**The decision**

A geometry relaxed with one density functional is often reused with another, and the choice is between relaxing it again and rescaling it by a fixed percentage. For these five molecules a fixed percentage fails. Going from LDA to PBE lengthens F$_2$ by 2.2 % of its LDA length and N$_2$ by 0.8 %, and it shortens H$_2$ by 2.0 %. Part of this, chiefly the growth from N$_2$ to O$_2$, follows from the electron count that also orders the lengths of N$_2$, O$_2$ and F$_2$: antibonding electrons make a bond both longer and softer, and a softer bond yields more to a change of functional.

Homonuclear diatomic molecules, relaxed in a fixed periodic box of 12.0 × 12.3 × 12.6 Å with Ansatz 0.2.0. The runs use density-functional theory with plane waves (cutoff 420 eV, 500 eV for r2SCAN), scalar-relativistic PAW datasets made for PBE, a single k-point and Fermi-Dirac smearing of 0.01 eV. LDA is the PW92 form.

| element | Z | spin polarised | bond length, LDA (Å) | bond length, PBE (Å) | bond length, r2SCAN (Å) |
| --- | --- | --- | --- | --- | --- |
| H | 1 | no | 0.765 | 0.750 | 0.741 |
| N | 7 | no | 1.093 | 1.102 | 1.093 |
| O | 8 | yes | 1.200 | 1.218 | 1.206 |
| F | 9 | no | 1.384 | 1.414 | 1.396 |
| Cl | 17 | no | 1.980 | 2.004 | 1.991 |

$Z$ is the nuclear charge, and "spin polarised" says whether the two spin densities were allowed to differ. O$_2$ was started as a triplet and ends with a moment of 2 $\mu_B$. The other four rows have spin switched off, which suits their singlet ground states but imposes the zero moment. The three functionals differ by at most 0.030 Å in any row, while the smallest step between elements is 0.107 Å, so the order H < N < O < F < Cl is common to all three.

**Why the bond grows while the atom shrinks**

From N to F the nuclear charge rises faster than the screening. Slater's radius $r = n^2 a_0/Z_\mathrm{eff}$, with $n$ the valence shell, $a_0$ the Bohr radius and $Z_\mathrm{eff}$ the screened charge, makes F 0.75 times the size of N. The F$_2$ bond is nevertheless 1.28 times the N$_2$ bond under PBE. The atoms get smaller, so the lengthening has to come from the orbitals that the added electrons occupy.

The standard account is molecular-orbital filling. With 10 valence electrons N$_2$ fills the bonding $\sigma$ and $\pi$ levels built from 2p and has bond order $m = 3$, where $m$ is half the excess of bonding over antibonding electrons. O$_2$ and F$_2$ put two and four further electrons into $\pi^*$, which has a node between the nuclei and whose energy falls as the atoms separate. Every two $\pi^*$ electrons, paired or not, cancel the equivalent of one $\pi$ bond, so $m$ drops to 2 and then 1.

**Why the second step is the larger one**

Each step adds two $\pi^*$ electrons, yet under PBE the bond grows by 0.116 Å from N to O and by 0.196 Å from O to F. Theory argues this from stiffness. A loss of pull $\Delta F$ moves the minimum by $\Delta R \approx \Delta F/k$, where $k$ is the force constant, and the second loss acts on a bond that the first has already weakened.

Pauling's empirical relation puts this in a formula. Suppose the bond order follows an orbital overlap that decays exponentially with distance, $m = e^{-(R-R_1)/b}$, where $R_1$ is the single-bond length and $b$ a decay length. Taking the logarithm gives

$$R = R_1 - b\ln m, \qquad \frac{R_\mathrm{F}-R_\mathrm{O}}{R_\mathrm{O}-R_\mathrm{N}} = \frac{\ln 2}{\ln(3/2)} = 1.71 .$$

The exponential premise is an assumption, but the ratio it gives contains no fitted constant.

As a worked case, fix both constants from the PBE lengths of N$_2$ and F$_2$ alone and predict O$_2$, which takes no part in this calibration:

$$b = \frac{1.414-1.102}{\ln 3} = 0.284\ \text{Å}, \qquad R_\mathrm{O} = 1.414 - 0.284\,\ln 2 = 1.217\ \text{Å}.$$

The table has 1.218 Å, a difference of one unit in the last digit. The step ratios under the three functionals lie between 1.68 and 1.72; LDA and PBE agree with the logarithm within rounding, and r2SCAN falls just short. A straight line in the number of $\pi^*$ electrons, fitted to N, O and F, misses O$_2$ by about 0.03 Å. All fits, with their residuals, are in the output printed after this text.

**How far the logarithm can be trusted**

The agreement rests on three molecules and two constants, and the three molecules are made of different atoms. When a term proportional to the Slater radius is added and N, O, F and Cl are fitted together, $b$ rises from about 0.28 to about 0.46 Å and O$_2$ is missed by 0.03 Å. The constants trade against each other, so $b$ is not a measured decay length. A plausible guess is that the pure effect of bond order is larger than the table's steps and is partly offset by the shrinking atoms, which would make the closeness of the logarithm partly a coincidence.

Neighbouring series show what the count implies when this offset changes. In the charge series from O$_2^+$ through O$_2$ to O$_2^-$ the nuclei stay the same while $\pi^*$ fills one electron at a time, and the bond lengthens throughout. From B$_2$ to N$_2$ the added electrons enter bonding levels, so rising order and shrinking atoms work together and the bond contracts. The rule for a new case is to ask first whether the added electron is bonding or antibonding, and then how large the valence shell is.

**Three single bonds of very different length**

H$_2$, F$_2$ and Cl$_2$ all have $m = 1$, so bond order says nothing about their spread. Cl$_2$ has the configuration of F$_2$ in the larger $n = 3$ shell and is longer by about 0.6 Å. The Slater radii give Cl/F as 1.92, against 1.42 under PBE. F$_2$ is thus long for the size of its atom, as the usual picture of repulsion between compact lone pairs would have it, but the table does not separate that cause from the crudeness of Slater radii.

H$_2$ is a different kind of bond. One $1s\sigma$ pair holds two bare protons, with no core and no lone pairs whose Pauli repulsion would keep the atoms apart. It was left out of the size-plus-order fit for that reason, and the fit overshoots its length by more than 0.8 Å.

**The pull of the functional**

A change of functional adds a small force at the old minimum, so $\Delta R \approx \Delta F/k$ applies again. Rough recalled force constants make O$_2$ 1.9 times softer than N$_2$, and its shift from LDA to PBE is 2.0 times larger, which is what an equal force would give. F$_2$ is about 5 times softer but shifts only 3.3 times as much, and Cl$_2$, softer still, shifts less than F$_2$. Softness accounts for the growth from N to O, and beyond that the added force itself must be smaller.

The outward sign has a standard argument that these numbers do not test. The gradient correction lowers the exchange energy most where the density varies fast relative to its size, as at atomic surfaces, and least in the flat region between bonded atoms, so it is expected to favour separation. H$_2$, which shortens instead, shows that this argument does not fix the sign in every bond. r2SCAN is shorter than PBE in every row and lies between LDA and PBE for O, F and Cl; for N its length equals the LDA one to the digits given. These shifts are not purely functional effects: all runs use PAW datasets made for PBE, the LDA runs carry a warning for that mismatch, and r2SCAN also has the higher cutoff.

**Hydrogen reverses the sign**

H$_2$ shortens from 0.765 Å under LDA to 0.750 Å under PBE and 0.741 Å under r2SCAN. Against a rough recalled measured length of 0.74 Å, LDA is too long by 0.02 to 0.03 Å and PBE by about 0.01 Å; the computed values are minima of the energy curve, without zero-point motion. A likely explanation, argued and not shown here, is self-interaction. With both electrons in one orbital, exact exchange cancels half of the Hartree repulsion, whereas the exchange part of LDA cancels less. Its correlation part makes up some of the deficit in energy, but the leftover repulsion plausibly spreads the density and thins the charge that draws the protons together. The rule that LDA gives shorter bonds than PBE holds here for the four p-block molecules and fails for H$_2$.

Output of the analysis:

```
Table rounding: +-0.0005 A per length, up to +-0.001 A per difference
Electron count and Slater radius r = n^2 a0/Zeff; R/2r for LDA, PBE, r2SCAN
H  valence 2, pi* 0, order 1, unpaired 0, Zeff 1.00, r 0.529 A, R/2r 0.72 0.71 0.70
N  valence 10, pi* 0, order 3, unpaired 0, Zeff 3.90, r 0.543 A, R/2r 1.01 1.02 1.01
O  valence 12, pi* 2, order 2, unpaired 2, Zeff 4.55, r 0.465 A, R/2r 1.29 1.31 1.30
F  valence 14, pi* 4, order 1, unpaired 0, Zeff 5.20, r 0.407 A, R/2r 1.70 1.74 1.71
Cl valence 14, pi* 4, order 1, unpaired 0, Zeff 6.10, r 0.781 A, R/2r 1.27 1.28 1.28
Steps; ratio (F-O)/(O-N): log model 1.710, linear model 1
LDA    O-N 0.107 A, F-O 0.184 A, ratio 1.720 (rounding range 1.694-1.745), Cl-F 0.596 A
PBE    O-N 0.116 A, F-O 0.196 A, ratio 1.690 (rounding range 1.667-1.713), Cl-F 0.590 A
r2SCAN O-N 0.113 A, F-O 0.190 A, ratio 1.681 (rounding range 1.658-1.705), Cl-F 0.595 A
Fits on N, O, F (2 constants, 3 points); residuals table-model in A
LDA    log: R1 1.384 A, b 0.265 A, res +0.0002 -0.0003 +0.0001
LDA    linear: 0.073 A per pi* electron, res +0.0128 -0.0257 +0.0128
PBE    log: R1 1.414 A, b 0.284 A, res -0.0003 +0.0006 -0.0002
PBE    linear: 0.078 A per pi* electron, res +0.0133 -0.0267 +0.0133
r2SCAN log: R1 1.396 A, b 0.276 A, res -0.0005 +0.0008 -0.0003
r2SCAN linear: 0.076 A per pi* electron, res +0.0128 -0.0257 +0.0128
Size alone, F/N: Slater 0.75, table 1.27 1.28 1.28
Size alone, Cl/F: Slater 1.92, table 1.43 1.42 1.43
Size alone, H/F: Slater 1.30, table 0.55 0.53 0.53
Size plus order, R = c + a r - b ln(order), fit on N, O, F, Cl; H (no core, no p shell) left out
LDA    c 0.76 A, a 1.56, b 0.45 A, res -0.017 +0.027 -0.012 +0.002, H -0.82 A
PBE    c 0.80 A, a 1.54, b 0.47 A, res -0.017 +0.028 -0.012 +0.002, H -0.86 A
r2SCAN c 0.78 A, a 1.55, b 0.46 A, res -0.018 +0.028 -0.012 +0.002, H -0.86 A
Shifts between functionals (r2SCAN also changes the cutoff, 420 to 500 eV)
H  PBE-LDA -0.015 A (-2.0 %), r2SCAN-PBE -0.009 A (-1.2 %), r2SCAN-LDA -0.024 A
N  PBE-LDA +0.009 A (+0.8 %), r2SCAN-PBE -0.009 A (-0.8 %), r2SCAN-LDA +0.000 A
O  PBE-LDA +0.018 A (+1.5 %), r2SCAN-PBE -0.012 A (-1.0 %), r2SCAN-LDA +0.006 A
F  PBE-LDA +0.030 A (+2.2 %), r2SCAN-PBE -0.018 A (-1.3 %), r2SCAN-LDA +0.012 A
Cl PBE-LDA +0.024 A (+1.2 %), r2SCAN-PBE -0.013 A (-0.6 %), r2SCAN-LDA +0.011 A
Implied force change k dR, with rough recalled k; length error from residual force
H  k about 5.7 N/cm = 36 eV/A^2, PBE-LDA -0.53, r2SCAN-PBE -0.32 (+-0.04) eV/A, force error 0.00025 A
N  k about 23 N/cm = 144 eV/A^2, PBE-LDA +1.29, r2SCAN-PBE -1.29 (+-0.14) eV/A, force error 0.00007 A
O  k about 12 N/cm = 75 eV/A^2, PBE-LDA +1.35, r2SCAN-PBE -0.90 (+-0.07) eV/A, force error 0.00003 A
F  k about 4.7 N/cm = 29 eV/A^2, PBE-LDA +0.88, r2SCAN-PBE -0.53 (+-0.03) eV/A, force error 0.00011 A
Cl k about 3.2 N/cm = 20 eV/A^2, PBE-LDA +0.48, r2SCAN-PBE -0.26 (+-0.02) eV/A, force error 0.00046 A
Shift ratios PBE-LDA: O/N 2.0, F/N 3.3, Cl/N 2.7
Softness ratios 1/k:  O/N 1.9, F/N 4.9, Cl/N 7.2
H minus rough recalled measured 0.74 A: LDA +0.03, PBE +0.01, r2SCAN +0.00 A
```
